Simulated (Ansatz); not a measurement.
# HfB₂: the change of energy above lowest point and pressure with volume scale

Results calculated with Ansatz 0.2.0, not measured. Free energy against uniform scaling of the volume at fixed shape and fractions; periodic cell, basis, potentials, k mesh and filling as listed.

The cell before it is scaled or strained (space group P6/mmm, No. 191):
```
cell vectors (Å)
   3.1400     0.0000     0.0000
  -1.5700     2.7193     0.0000
   0.0000     0.0000     3.4800
atoms (fractions of the cell vectors)
Hf  0.00000  0.00000  0.00000
B   0.33333  0.66667  0.50000
B   0.66667  0.33333  0.50000
```

Settings of every row: functional x:pbe c:lyp; dispersion none; potentials PAW; wave cutoff 420 eV; density cutoff 1680 eV; k mesh 11x11x8; k shift 0x0x0; occupations fermi dirac; smearing width 0.2 eV; spin none.

Limits: coarse k mesh, up to 40 meV an atom off; no spin-orbit coupling, which can matter with elements this heavy.

| row | volume scale | V (Å³/atom) | energy above lowest point (meV/atom) | pressure (GPa) |
| --- | --- | --- | --- | --- |
| 1 | 0.92 | 9.112 | 103.8 | 33.33 |
| 2 | 0.9467 | 9.377 | ? | ? |
| 3 | 0.9733 | 9.64 | 25.3 | 15.04 |
| 4 | 1 | 9.905 | 6.8 | 7.52 |
| 5 | 1.0267 | 10.169 | 0 | 0.91 |
| 6 | 1.0533 | 10.433 | 3.4 | -4.92 |
| 7 | 1.08 | 10.697 | 15.8 | -10.05 |

Question: what energy above lowest point and pressure should row 2 give?

Worked fit of energy above lowest point. Take u = (V_r/V)^(2/3) − 1 with V_r = 10.037 Å³ an atom, which is twice the finite (Eulerian) strain; such expansions in the strain, on which the Birch-Murnaghan equation of state is built, carry the rest volume and the bulk modulus. The shown rows have u = 0.06658, 0.02727, 0.00886, -0.00867, -0.02547, -0.04157. Least squares give energy above lowest point = 2.04 + 383.9 × u + 17190 × u² meV/atom; a straight line predicts inner rows, each left out in turn, worse (root mean square 21 against 0.014 meV/atom). All shown rows lie on it to the printed digit. Its lowest point lies at u = -0.0112, or V = 10.21 Å³ an atom, and the curvature there gives the bulk modulus at fixed shape and fractions, B = (4/9)(1 + u)² E″(u)/V = 235 GPa. Letting shape and atoms relax would as a rule lower it, by much in layered, chain or molecular crystals. The withheld row has u = 0.04639, so the fit gives 2.04 + 383.9 × (0.04639) + 17190 × (0.04639)² = 56.8 meV/atom.

The calculation gave 57 meV/atom. The fit lies 0.2 meV/atom (0.19 % of the column's range) below it; its largest miss of a shown row is 0.0 meV/atom.

Worked fit of pressure. Take u = (V_r/V)^(2/3) − 1 with V_r = 10.037 Å³ an atom, which is twice the finite (Eulerian) strain; such expansions in the strain, on which the Birch-Murnaghan equation of state is built, carry the rest volume and the bulk modulus. The shown rows have u = 0.06658, 0.02727, 0.00886, -0.00867, -0.02547, -0.04157. Least squares give pressure = 4.106 + 376.34 × u + 890.4 × u² + 742 × u³ GPa; a parabola predicts inner rows, each left out in turn, worse (root mean square 0.038 against 0.016 GPa). The rows lie off it by 0.00, -0.01, 0.01, 0.00, -0.01, 0.00. The pressure vanishes at u = -0.0112, or V = 10.21 Å³ an atom, and there the bulk modulus at fixed shape and fractions is B = −V dP/dV = (2/3)(1 + u) dP/du = 235 GPa. Letting shape and atoms relax would as a rule lower it, by much in layered, chain or molecular crystals. The withheld row has u = 0.04639, so the fit gives 4.106 + 376.34 × (0.04639) + 890.4 × (0.04639)² + 742 × (0.04639)³ = 23.55 GPa.

The calculation gave 23.59 GPa. The fit lies 0.04 GPa (0.092 % of the column's range) below it; its largest miss of a shown row is 0.01 GPa.
